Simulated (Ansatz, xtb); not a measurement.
## C6H8Ge: which of two isomers lies lower

Structure I is `C=[CH][GeH]1[CH]=CC=[CH]1`, a singlet and structure II is `C=CC1=[CH][GeH2][CH]=C1`, a singlet. Both are isolated molecules in the gas phase, relaxed with PBE-D3(BJ)/def2-SVP; the shapes shown needn't be the lowest conformers.

I (Å):

```json
{"atom": "C", "x (Å)": "-2.7329", "y (Å)": "-2.5448", "z (Å)": "-0.5278"}
{"atom": "C", "x (Å)": "-1.3972", "y (Å)": "-2.4402", "z (Å)": "-0.6561"}
{"atom": "C", "x (Å)": "1.1612", "y (Å)": "-1.2584", "z (Å)": "1.0472"}
{"atom": "C", "x (Å)": "2.2727", "y (Å)": "-0.8703", "z (Å)": "0.3683"}
{"atom": "C", "x (Å)": "2.0944", "y (Å)": "-0.2752", "z (Å)": "-0.9799"}
{"atom": "C", "x (Å)": "0.8293", "y (Å)": "-0.1514", "z (Å)": "-1.4610"}
{"atom": "Ge", "x (Å)": "-0.3861", "y (Å)": "-0.8690", "z (Å)": "-0.0966"}
{"atom": "H", "x (Å)": "-3.2819", "y (Å)": "-3.4461", "z (Å)": "-0.8529"}
{"atom": "H", "x (Å)": "-3.3436", "y (Å)": "-1.7349", "z (Å)": "-0.0915"}
{"atom": "H", "x (Å)": "-0.8257", "y (Å)": "-3.2759", "z (Å)": "-1.0986"}
{"atom": "H", "x (Å)": "-1.3834", "y (Å)": "0.1665", "z (Å)": "0.4922"}
{"atom": "H", "x (Å)": "1.1942", "y (Å)": "-1.7115", "z (Å)": "2.0482"}
{"atom": "H", "x (Å)": "3.2936", "y (Å)": "-0.9784", "z (Å)": "0.7757"}
{"atom": "H", "x (Å)": "2.9863", "y (Å)": "0.0467", "z (Å)": "-1.5460"}
{"atom": "H", "x (Å)": "0.5991", "y (Å)": "0.2732", "z (Å)": "-2.4485"}
```

II (Å):

```tsv
atom	x (Å)	y (Å)	z (Å)
C	-1.8169	0.7582	0.8428
C	-0.7226	1.3581	0.3220
C	0.0013	0.9645	-0.8898
C	1.1059	1.6427	-1.3395
C	0.2859	-0.5192	-2.8229
C	-0.4269	-0.2081	-1.7116
Ge	1.7406	0.7809	-2.9700
H	-2.2850	-0.1239	0.3793
H	-2.2850	1.1381	1.7634
H	-0.3088	2.2395	0.8427
H	1.5061	2.5199	-0.8106
H	3.1630	0.1686	-2.8627
H	1.6770	1.6756	-4.2369
H	0.0324	-1.3656	-3.4768
H	-1.3085	-0.7914	-1.3976
```

Quicker runs give these differences E(II) − E(I): GFN2-xTB −12.40 kcal/mol; HF/STO-3G −0.52 kcal/mol (at GFN2-xTB geometries); r2SCAN-D4/def2-SVP −4.73 kcal/mol (at GFN2-xTB geometries).

Q: Estimate E(II) − E(I) at the level CCSD(T)/def2-SVP + ΔMP2/def2-TZVPP.

A: Too close to call at this level: CCSD(T)/def2-SVP + ΔMP2/def2-TZVPP gives E(II) − E(I) = −0.83 kcal/mol.

How the difference moves with the method:

```tsv
level	geometry	E(II) − E(I) (kcal/mol)	departure from the last row (kcal/mol)	job, with rough time for the two
GFN2-xTB	GFN2-xTB	−12.40	−11.56	optimisation, 0.29 s
HF/STO-3G	GFN2-xTB	−0.52	+0.31	single point, 0.5 s
r2SCAN-D4/def2-SVP	GFN2-xTB	−4.73	−3.90	single point, 4 s
PBE-D3(BJ)/def2-SVP	PBE-D3(BJ)/def2-SVP	−4.84	−4.00	optimisation, 17 s
HF/def2-SVP	PBE-D3(BJ)/def2-SVP	−1.58	−0.74	part of the CCSD(T) run
MP2/def2-SVP	PBE-D3(BJ)/def2-SVP	−3.57	−2.73	part of the CCSD(T) run
CCSD(T)/def2-SVP	PBE-D3(BJ)/def2-SVP	−3.39	−2.55	single point
CCSD(T)/def2-SVP + ΔMP2/def2-TZVPP	PBE-D3(BJ)/def2-SVP	−0.83		single point, 1.7 min
```

As drawn, II has 1 C–C, 1 Ge–H in place of 1 C–Ge, 1 C–H.

The largest departure from CCSD(T)/def2-SVP + ΔMP2/def2-TZVPP is that of GFN2-xTB, 11.56 kcal/mol. The last row adds to CCSD(T) the change of the MP2 difference between the two basis sets, here +2.55 kcal/mol.

With thermal terms from frequencies at re-optimised GFN2-xTB minima (ideal gas, soft modes damped towards free rotors, one conformer each, 298.15 K, 1 atm): the zero-point term adds −0.97 kcal/mol; ΔH is −2.02 and ΔG −1.36 kcal/mol.

The correlated steps freeze 15 core orbitals; the filled d shell of Ge is correlated, in a basis made for valence electrons. Codes used: Ansatz 0.2.0, xtb 6.7.1; the last row on 4 threads of Arm Neoverse V2 on a shared host.

Every level places the C-vinyl germole II below the Ge-vinyl isomer I, but the best estimate, −0.83 kcal/mol, is smaller than the basis-set shift of +2.55 kcal/mol, so the order isn't settled. The near balance is chemically reasonable. II gains a C–C bond, stronger than C–Ge, but gives up a C–H bond for a weaker Ge–H bond. Its vinyl group also extends the ring diene into a cross-conjugated triene, whereas in I the saturated germanium interrupts that π path.

In the small basis, correlation moves the balance further towards II, which probably reflects in part its more extended π system. The closeness of HF/STO-3G to the final value is best read as cancellation of errors, since the larger-basis HF result lies further away. The thermal terms leave a slight preference for II, with entropy working against it, perhaps because conjugation stiffens the vinyl torsion. None of this bears on how readily the isomers interconvert, which depends on the barrier.
